Squeezing a semiconductor and watching its gap

The gap of a tetrahedral semiconductor separates two kinds of orbital. The top of the valence band consists mainly of p orbitals of the non-metal. The bottom of the conduction band, in the direct-gap crystals below, is an antibonding mixture of s orbitals on metal and non-metal. Both levels depend on how strongly neighbouring atoms overlap, so a gap can be tuned by pushing the atoms together. The table follows five such crystals through the same small squeeze, calculated with a semilocal density functional.

Wurtzite crystals under a hydrostatic strain of −1 % (every cell edge shortened by 1 %, atoms relaxed again), computed with Ansatz 0.2.0 (r2SCAN, plane-wave PAW, no spin polarisation). Changes are strained minus unstrained, with pressure positive in compression; volumes and distances belong to the unstrained cells, relaxed with r2SCAN.

```
formula  element on site A  Z A  element on site B  Z B  difference of Pauling electronegativities  volume per atom (Å³)  shortest distance (Å)   k mesh  band gap change (eV)  unstrained band gap (eV)  energy rise per atom (meV)  pressure change (GPa)
    AlN                 Al   13                  N    7                                       1.43                 10.40                  1.888  12×12×6                 0.278                     4.880                         6.3                   6.74
    ZnO                 Zn   30                  O    8                                       1.79                 11.81                  1.970  12×12×6                 0.044                     1.238                         5.2                   4.83
    GaN                 Ga   31                  N    7                                       1.23                 11.37                  1.945  12×12×6                 0.211                     2.351                         6.5                   6.33
    CdS                 Cd   48                  S   16                                       0.89                 25.41                  2.545  12×12×4                 0.074                     1.632                         4.4                   1.94
   CdSe                 Cd   48                 Se   34                                       0.86                 28.87                  2.655  12×12×4                 0.072                     1.105                         4.3                   1.66
```

1. Which way does the gap move, and why?

It opens in each of the five crystals. Shorter bonds mean stronger overlap, and stronger overlap drives an antibonding level up. The p orbitals at the top of the valence band are mainly bonding, so overlap does not lift them in the same way. The bottom of the conduction band therefore rises relative to the top of the valence band. This is the standard picture of such bands; the calculation prints the gap but not the make-up of the orbitals. If the crystals were stretched by 1 % instead, the same argument would have the gaps shrink by similar amounts, though only compression was computed.

2. What does the squeeze cost in energy?

The cost varies far less than the pressure does. GaN needs almost four times the pressure of CdSe, yet its energy rise per atom is only about one and a half times as large. Pressure is an energy per volume, and an atom in CdSe occupies about two and a half times as much space as one in GaN. The soft crystal pushes back weakly, but over a larger volume.

The energy rise is the area under the curve of pressure against volume, which is nearly a triangle. For GaN, a 1 % cut in every length removes 1 − 0.99³ = 0.0297 of the volume, so that

energy rise ≈ ½ × 6.33 GPa × 0.0297 × 11.37 Å³ ≈ 1.07 GPa Å³ ≈ 6.7 meV per atom.

A crystal stiffens as it is compressed, so the true curve sags below the straight side of the triangle. With a typical rate of stiffening this removes 2.5 % and leaves 6.5 meV, the value in the table. The other four rows agree with the table to within 0.1 meV. The largest miss, in CdS, comes mostly from a small residual pressure in the unstrained cell, worth about 0.09 meV. Since the relation is plain mechanics apart from the assumed stiffening and such residues, the agreement shows that computed energies and pressures belong together.

3. CdS is soft and its gap opens little. Is softness the reason?

No, because the strain was imposed. Every crystal was shortened by the same 1 %, however hard it resisted, so stiffness had no say in how much the cell shrank. What the column of gap changes compares is the response of the electrons to a given change of geometry. Specialists express it as a deformation potential, the gap change per logarithmic change of volume: about −9 eV in AlN and −2.5 eV in CdS.

Softness and weak response do have a plausible common origin. Long bonds overlap less, which lowers both the resistance to compression and the shift of the bands. Bond length alone is not enough, however. If band energies simply scaled as the inverse square of the bond length, with one common constant fitted to all rows but ZnO, the gap of CdS would open by 0.125 eV instead of 0.074 eV. The nature of the atoms matters as well.

4. What would change if all crystals felt the same pressure instead?

The lead of the nitrides over the cadmium compounds would vanish. The gap change per pressure is the deformation potential divided by the stiffness, apart from the sign:

gap change per pressure = 9.22 eV / 223.5 GPa ≈ 41 meV/GPa for AlN.

From AlN to CdS the numerator falls by a factor of 3.8 and the denominator by 3.5, so the quotient hardly moves. AlN, GaN, CdS and CdSe all lie between 33 and 43 meV/GPa, although their gap changes at equal strain differ by up to a factor of four. A comparison of such crystals should therefore state what is held equal, the strain or the pressure. A given change of size favours the nitrides by a wide margin, whereas a given pressure treats these four crystals nearly alike.

A single constant of 38 meV/GPa, fitted to these four rows, reproduces each of their gap changes to within about 14 % of its value. The rows form two tight groups, stiff nitrides and soft cadmium compounds, so this is a useful regularity on thin evidence and no law. The output printed after this text lists both one-constant fits and the energy estimates.

5. Why does ZnO stay far below the others at equal pressure?

The same constant would have the gap of ZnO open by 0.18 eV, and the calculation gives 0.044 eV. ZnO was kept out of the fit because of its shallow filled 3d shell, so the constant owes nothing to it; carried over to ZnO, it gives about four times the computed opening. GaN makes the instructive comparison: its bonds are only 1.3 % shorter and its pressure is 1.3 times as high, but its gap opens 4.8 times as much. Neither size nor stiffness can account for such a contrast.

Theory offers a cause in the filled d shell of the metal. In a tetrahedral crystal, metal d orbitals may mix with the p orbitals of the non-metal. The d level lies lower, so the mixing pushes the top of the valence band up. Compression strengthens the mixing, the valence top is pushed harder, and part of the opening is cancelled. The effect grows as the d level approaches the p level, and it is strong in ZnO, weaker in GaN, where the 3d shell lies deeper, and missing in AlN, which has no filled d shell.

The gap changes follow that order, falling from 0.278 eV in AlN to 0.211 eV in GaN and 0.044 eV in ZnO. This supports the explanation without proving it, since the s level of the metal also differs between the three, and the bonds of ZnO are the most ionic of them. A more ionic bond sets the levels of metal and non-metal further apart, which also weakens their response to overlap. The pair AlN and GaN does not decide between these causes: AlN has the larger difference of Pauling electronegativities, but other scales of ionicity rank it as the less ionic of the two, and its shorter bond favours it as well. Separating the causes would take at least the d levels and the orbital make-up of the band edges, before and after the squeeze, which are not available here. Cadmium has a filled d shell too, expected to lie further from the p level of its partner than in ZnO and closer than in GaN. At equal strain CdS and CdSe do respond weakly, less than bond length alone would give, and they match AlN per pressure only because they are also soft. What sets ZnO apart is a weak response in a stiff crystal.

6. What would change with a better functional?

ZnO would probably change most. Semilocal functionals place the Zn 3d level too high, too close to the oxygen p level, and so exaggerate the repulsion. That pushes the valence top up, which is one reason why the computed gap is only 1.24 eV while the measured one is roughly 3.4 eV. It should also suppress the response to pressure: the calculation gives 9 meV/GPa, against a measured value of roughly 25 (both measured values are recalled, not taken from the table).

A method that lowers the 3d level should thus raise both the gap and its pressure response. The exceptional position of ZnO is then partly physics and partly a fault of the functional. Per pressure, even the rough measured value would leave it below the other four computed rows; by how much is uncertain, since a better method is expected to raise their response somewhat too. At equal strain it would overtake the computed CdS and CdSe, because the same squeeze takes more than twice as much pressure in ZnO.

7. Which differences can be trusted?

The lead of the nitrides over the cadmium compounds at equal strain is safe. The low place of ZnO within this level of theory is far larger than any rounding, with one reservation: the run records name a common PAW set for the other four crystals and none for ZnO, so identical settings cannot be confirmed for it. The difference of 2 meV between CdS and CdSe is not worth explaining, and the two should be read as equal.

At equal pressure, the lead of CdSe over AlN, 43 against 41 meV/GPa, should not be read as a ranking either. Shortening all edges of AlN by the same fraction produces a stress that is 0.6 GPa higher in the plane than along the axis. Under a true fluid pressure the axis would shrink a little more than the plane, and the gap would follow a slightly different path. The shape matters here because AlN has the smallest ratio of axis to in-plane edge, and its valence top is expected to be the p level pointing along the axis, split off by the crystal field, rather than the in-plane pair expected in the other four.

Except in ZnO, the unstrained gaps probably deserve less trust than their changes. Semilocal functionals are known to make such gaps too small, and this is expected to be their largest error in all five crystals. Spin-orbit coupling is also left out, and in CdSe it would lower the gap by roughly 0.1 eV. That shift is nearly the same before and after the squeeze, so most of it cancels in the gap change. In ZnO, against the measured values recalled above, the gap and its pressure response both fall short by a factor of almost three. The error in the Zn 3d level does not cancel as the spin-orbit shift does, because the repulsion it exaggerates itself grows under compression.

Printed output of the fit:

```
volume lost in the squeeze (%): 2.97
response to strain and to pressure:
   row  gap change per log volume change (eV)  pressure per log volume change (GPa)  gap change per pressure (meV/GPa)  gap change relative to gap (%)
   AlN                                  -9.22                                 223.5                              41.25                           5.697
   ZnO                                 -1.459                                 160.2                               9.11                           3.554
   GaN                                 -6.998                                 209.9                              33.33                           8.975
   CdS                                 -2.454                                 64.34                              38.14                           4.534
  CdSe                                 -2.388                                 55.06                              43.37                           6.516
fit of band_gap_change on 4 rows (abs(Z_A - 30) > 0.5): coefficient of invd2 0.8071 +/- 0.11; rms 0.0419, worst AlN -0.0516, leave-one-out rms 0.0575
  rows outside the fit (model, value, miss): ZnO 0.208, 0.044, 0.164
fit of band_gap_change on 4 rows (abs(Z_A - 30) > 0.5): coefficient of pressure_change 0.03774 +/- 0.0023; rms 0.0189, worst GaN 0.0279, leave-one-out rms 0.0343
  rows outside the fit (model, value, miss): ZnO 0.1823, 0.044, 0.138
estimates:
   row  half pressure times volume lost (meV/atom)  same with stiffening (meV/atom)  gap change from bond length (eV)  gap change from pressure (eV)
   AlN                                       6.497                            6.336                            0.2264                         0.2543
   ZnO                                       5.287                            5.156                             0.208                         0.1823
   GaN                                       6.671                            6.506                            0.2134                         0.2389
   CdS                                       4.569                            4.456                            0.1246                        0.07321
  CdSe                                       4.442                            4.332                            0.1145                        0.06264
AlN over CdS, ratio of gap changes: 3.757
AlN over CdS, ratio of pressures: 3.474
GaN over ZnO, ratio of gap changes: 4.795
GaN over ZnO, ratio of pressures: 1.311
GaN over ZnO, ratio of gap changes per pressure: 3.659
ZnO bond longer than GaN bond (%): 1.285
AlN less GaN, gap change (meV): 67
CdS less CdSe, gap change (meV): 2
half a last digit in the ZnO gap change (%): 1.136
strained AlN, in-plane less axial stress (GPa): 0.6285
CdS, energy shift from residual pressure (meV/atom): -0.08759
```
